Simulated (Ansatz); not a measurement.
These are results of DFT PBE, scalar-relativistic, plane waves, PAW in Ansatz 0.2.0, not measurements. Settings: cutoff 420 eV, Γ-centred meshes spaced at most about 0.3 Å⁻¹, and about 0.25 Å⁻¹ or finer for metals (2π included), Gaussian smearing. Collinear spin in cells that started with moments and kept them past the coarse steps, no spin elsewhere.

The zero of energy is the elements' standard structures at the same level (N₂ as a molecule); no fitted shifts are applied.

A relaxed structure of YOsC4N4 has 23.86 Å³/atom, +0.105 eV/atom against the elements, a gap of 0.34 eV on its mesh, a net moment of 0.30 μB/atom:

```
Y Os C N
1.0
     6.20223    0.00000    0.00000
     0.00000    6.20223    0.00000
     0.00000    0.00000    6.20223
Y Os C N
1 1 4 4
Direct
  0.50000 0.50000 0.50000
  0.00000 0.00000 0.00000
  0.18089 0.18089 0.18089
  0.18089 0.81911 0.81911
  0.81911 0.18089 0.81911
  0.81911 0.81911 0.18089
  0.29193 0.29193 0.29193
  0.29193 0.70807 0.70807
  0.70807 0.29193 0.70807
  0.70807 0.70807 0.29193
```

Task: Rh takes the place of Os on the same sites, and the cell is relaxed. What changes?

Result: YRhC4N4 has a = 6.236 Å: 24.25 Å³/atom, +0.09 eV/atom against the elements, no gap on its mesh, a net moment of 0.20 μB/atom. The volume per atom changes by +1.7 % and the formation energy by -0.01 eV/atom (from unrounded values). The gap closes. Covalent radii: Os 1.44 Å, Rh 1.42 Å; electronegativities 2.20 and 2.28. Around Y lie 4 N at 2.24 Å; Rh has 4 C at 1.98 Å; around C lie 1 N at 1.19 Å and 1 Rh at 1.98 Å; around N lie 1 C at 1.19 Å and 1 Y at 2.24 Å.

Space group P-43m (No. 215). a = 6.236 Å, b = 6.236 Å, c = 6.236 Å, α = 90.00°, β = 90.00°, γ = 90.00°
| atom | site | symmetry | x | y | z |
| --- | --- | --- | --- | --- | --- |
| Y | 1b | -43m | 0.5000 | 0.5000 | 0.5000 |
| Rh | 1a | -43m | 0.0000 | 0.0000 | 0.0000 |
| C | 4e | .3m | 0.1831 | 0.1831 | 0.1831 |
| N | 4e | .3m | 0.2929 | 0.2929 | 0.2929 |

The two cells were relaxed from separate starts that ended on the same group and sites; neither need be the stable form of its compound. These runs have no spin–orbit coupling, which can matter for Os. Kohn–Sham gaps at this level usually fall short of measured ones. The reference form of C is held partly by dispersion forces, which this level lacks. Another magnetic order may lie lower. Cells relaxed within their symmetry can be saddle points.

The loss of the gap looks like an effect of electron count rather than size. With Y as a trivalent cation and the C–N units as cyanide, both transition metals are formally monovalent in a tetrahedral field, and Rh brings one more d electron than Os. The moments per formula unit fit a filled e shell with a half-filled t2 shell for Os, where exchange splitting opens the gap. In Rh the extra electron probably enters the minority-spin t2 levels, lowering the moment and leaving a partly filled band.

These levels are metal–carbon antibonding, which, along with weaker back-donation from 4d than from 5d orbitals, may explain why the cell expands although Rh has the slightly smaller covalent radius. The formation energies barely differ and give no meaningful preference for either metal. The metallic state is not established as intrinsic to the Rh compound: its orbital degeneracy invites a Jahn–Teller distortion, and monovalent Rh usually favours square-planar coordination.
